## How hard does a metal pull back when its volume grows by 8 per cent?

In stiff transition metals, one per cent of volume is worth a few gigapascals, or tens of thousands of atmospheres. The question is how far such a rule can be carried.

### Question

Iridium, rhodium and cobalt have been calculated with LDA in the omega structure. The volume scale is the volume relative to the relaxed cell. A positive pressure means compression and a negative one tension. For cobalt, the largest magnetic moment on any atomic site is listed too, in Bohr magnetons (μB).

Omega (AlB2-type) Ir, Rh (both without spin polarisation) and Co (ferromagnetic), calculated with Ansatz 0.2.0: LDA, scalar-relativistic plane-wave PAW, cutoff 420 eV. In that order, the relaxed cells (scale 1) have 14.28, 13.60 and 10.20 Å³ per atom, with k meshes 10×10×13, 10×10×14 and 11×11×15 and Fermi-Dirac smearing of 0.1, 0.1 and 0.05 eV. Positive pressure means compression.

```tsv
volume scale	pressure, Ir (GPa)	pressure, Rh (GPa)	pressure, Co (GPa)	largest site moment, Co (μB)
0.88	65.81	51.95	43.56	1.46
0.92	38.47	30.34	25.29	1.51
0.96	16.92	13.35	11.04	1.55
1	-0.06	0.00	-0.23	1.59
1.04	-13.40	-10.47	-9.41	1.65
1.08	?	?	?	?
1.12	-31.97	-25.00	-22.83	1.70
```

Predict the pressure of each metal and the cobalt moment at volume scale 1.08. Give a range for each and justify it.

### Model answer

**Two simple estimates.** The neighbouring rows, 1.04 and 1.12, already bracket the answer. For iridium, the point halfway between their pressures is −22.7 GPa. Constant stiffness offers another estimate: the bulk modulus B is the pressure change per relative change of volume near the relaxed cell, about 376 GPa for iridium. Multiplied by 0.08, it gives a tension of 30 GPa.

**Why both are biased.** Shrinking iridium by 4 per cent from scale 1 raises its pressure by 17.0 GPa, while expanding it by 4 per cent lowers it by only 13.3 GPa. The metal softens as it grows, so constant stiffness overstates the tension. Softening also bends the pressure curve so that a straight chord between two points lies above it. The chord therefore gives too little tension, and the answer should lie between the two estimates, nearer the chord.

**Where the softening comes from.** The overlap of orbitals on neighbouring atoms, which binds the metal, fades roughly exponentially with distance. The repulsion at short distance fades faster still. Squeezing therefore meets a steeply rising resistance, whereas stretching meets a pull that grows ever more slowly. This is the usual behaviour of metals and needs no magnetism; the runs for iridium and rhodium, which have no spin polarisation, show it clearly.

**A formula for the curve.** Let X be the cube root of the volume scale, that is, the relative length. Near its minimum, the binding energy of many metals follows −(1+a)·exp(−a), where a = η(X−1) and η measures how fast the bonding fades. The slope of this energy with respect to a is a·exp(−a). Volume grows as X³, so turning the slope into a pressure brings in a factor 1/X² and a minus sign. Matching the stiffness at X = 1 gives the Vinet law:

P = 3B · (1−X)/X² · exp[η(1−X)]

A small constant is added because the relaxed cells are not exactly free of pressure. The law was fitted to each metal separately, using the six rows with known results; the printed analysis follows this text.

**Iridium worked in full.** At volume scale 1.08, X is 1.026, so the metal is only 2.6 per cent longer in each direction. The factor (1−X)/X² is −0.0247. With η close to 6, the exponential is 0.855: the fading of the bonds removes about 15 per cent of the pull. The fitted 3B is 1127 GPa, and the product of the three is −23.8 GPa; the small constant brings it to −23.9 GPa.

**Rhodium and cobalt.** Rhodium behaves almost like iridium on a smaller scale: its pressure is 0.79 of iridium's at the strongest compression and 0.78 at the largest expansion. Cobalt departs from this pattern: its ratios to iridium at the same two volumes are 0.66 and 0.71. It softens less on expansion than the other two, and the smooth law describes it less well. Its forecast therefore needs a wider range.

**The moment.** Expansion narrows the d bands, because neighbouring d orbitals overlap less. Moving electrons from one spin direction to the other then costs less band energy, and the moment grows. The known rows rise by about 0.01 μB for each per cent of volume, in slightly uneven steps. A straight line fitted to them gives 1.67 μB at volume scale 1.08.

**Forecasts.** The central values are those of the fits. When the known rows are left out in turn and predicted from the others, the typical error is 0.03 GPa for iridium, 0.04 GPa for rhodium, 0.5 GPa for cobalt and 0.02 μB for the moment. The ranges for iridium and rhodium are therefore cautious, while those for cobalt and its moment are about as wide to each side as the typical error.

- Iridium: −23.9 GPa, with the tension between 23.5 and 24.2 GPa.
- Rhodium: −18.7 GPa, with the tension between 18.4 and 18.9 GPa.
- Cobalt: −16.9 GPa, with the tension between 16.4 and 17.4 GPa.
- Largest cobalt moment: 1.67 μB, between 1.65 and 1.69 μB.

In all three metals, the tension should exceed that of the chord and stay well below that of constant stiffness.

### The computed row

The withheld rows as computed:

```tsv
volume scale	pressure, Ir (GPa)	pressure, Rh (GPa)	pressure, Co (GPa)	largest site moment, Co (μB)
1.08	-23.84	-18.65	-16.86	1.68
```

All four values fall within their ranges. Before rounding, the forecasts for iridium and rhodium miss by 0.02 and 0.01 GPa, and that for cobalt by 0.04 GPa, each on the side of too much tension. The moment was forecast too low by about 0.01 μB. In all three metals, the tension does lie above that of the chord and well below that of constant stiffness.

### Remarks on the reasoning

**What the hits are worth.** This was interpolation between two close neighbours, so even the crude chord does fairly well. It misses iridium by 1.2 GPa, or 5 per cent of the computed tension. The Vinet law removes nearly all of that error because it has the right curvature. Its success supports the shape of the curve, but other smooth laws with similar curvature could do as well, so it does not establish the picture of fading bonds.

**The cobalt hit flatters the model.** The law typically misses even the cobalt rows it was fitted to by about 0.15 GPa, more than three times the miss seen here. A larger miss would have been no surprise. The typical error of 0.5 GPa, found by leaving rows out, is a cautious measure for this task: it includes the two end rows, which have to be extrapolated once they are left out, whereas scale 1.08 lies between known neighbours.

**Why the metals differ in stiffness.** The fitted bulk moduli fall from 376 GPa for iridium to 295 GPa for rhodium and 257 GPa for cobalt. Theory offers a reason for this order: from 3d to 4d to 5d, the d orbitals reach further out from the atom, overlap more with those of their neighbours and form stronger bonds. Ferromagnetism usually softens a 3d metal as well. These results do not separate the two effects in cobalt.

**A guess about cobalt.** A moment that can adjust to the volume gives the metal an extra way to lower its energy, and this makes it softer. If the moment nears its upper limit on expansion, that extra softness should fade, and cobalt would lose less stiffness than iridium or rhodium. The total moment of the three-atom cell fits this idea: it rises by 0.18 μB from volume scale 0.96 to 1, but by only 0.06 μB from 1.08 to 1.12. It is also above scale 1 that cobalt's stiffness begins to gain on iridium's. The listed moment shows this less clearly, because the largest moment sits on one site below scale 1 and on the other two from there on. The agreement is still no proof; runs with the moment held fixed would be a direct test.

**Use in practice.** The bulk modulus of the relaxed metal is a guide to small strains only. At volume scale 1.08, it overstates the tension by 20 to 30 per cent in all three metals; in compression it errs the other way and understates the pressure. For a related metal with a known bulk modulus, η near 6 is a sensible first guess, though cobalt, with a fitted value of 5.4, shows that it is not universal.

**Limits of the numbers.** These are pressures of perfect crystals stretched equally in all directions with their shape held fixed. The stress is then not quite the same in every direction, and the listed pressure is its mean: at volume scale 1.08, the tension in all three metals is a little smaller along the hexagonal axis than across it. The omega structure is not the normal form of any of the three metals, and whether it is dynamically stable at these volumes was not tested. The PAW datasets were made for PBE and not for LDA, and spin-orbit coupling, which matters most for iridium, is left out. LDA tends to make 3d metals too stiff, so the absolute pressures of cobalt deserve less trust than the shape of its curve.

Printed output of the fit:

```
fit of pressure_Ir on 6 rows: coefficient of g*exp(s*u) 1127 +/- 0.19, constant -0.05694 +/- 0.0058, s 6.025; rms 0.00943, worst 0.88 -0.0132, leave-one-out rms 0.0263
  rows outside the fit (model, value, miss): 1.08 -23.86, -23.84, -0.0163
fit of pressure_Rh on 6 rows: coefficient of g*exp(s*u) 885.8 +/- 0.21, constant -0.009005 +/- 0.0066, s 6.125; rms 0.0106, worst 1.04 -0.0154, leave-one-out rms 0.0383
  rows outside the fit (model, value, miss): 1.08 -18.66, -18.65, -0.00827
fit of pressure_Co on 6 rows: coefficient of g*exp(s*u) 770.4 +/- 2.9, constant -0.364 +/- 0.09, s 5.375; rms 0.145, worst 0.92 0.214, leave-one-out rms 0.536
  rows outside the fit (model, value, miss): 1.08 -16.9, -16.86, -0.0425
fit of moment_Co on 6 rows: coefficient of volume_scale - 1 1.021 +/- 0.062, constant 1.59 +/- 0.005; rms 0.00986, worst 1.04 -0.0189, leave-one-out rms 0.0189
  rows outside the fit (model, value, miss): 1.08 1.672, 1.68, -0.008
bulk modulus from the fit, Ir (GPa): 375.8
bulk modulus from the fit, Rh (GPa): 295.3
bulk modulus from the fit, Co (GPa): 256.8
constant-stiffness pressure at 1.08, Ir (GPa): -30.07
constant-stiffness pressure at 1.08, Rh (GPa): -23.62
constant-stiffness pressure at 1.08, Co (GPa): -20.54
chord between 1.04 and 1.12, Ir (GPa): -22.68
chord between 1.04 and 1.12, Rh (GPa): -17.73
chord between 1.04 and 1.12, Co (GPa): -16.12
pressure ratio Rh to Ir at 0.88: 0.7894
pressure ratio Rh to Ir at 1.12: 0.782
pressure ratio Co to Ir at 0.88: 0.6619
pressure ratio Co to Ir at 1.12: 0.7141
rise of the Co moment from 0.88 to 1.12 (Bohr magnetons): 0.24
```
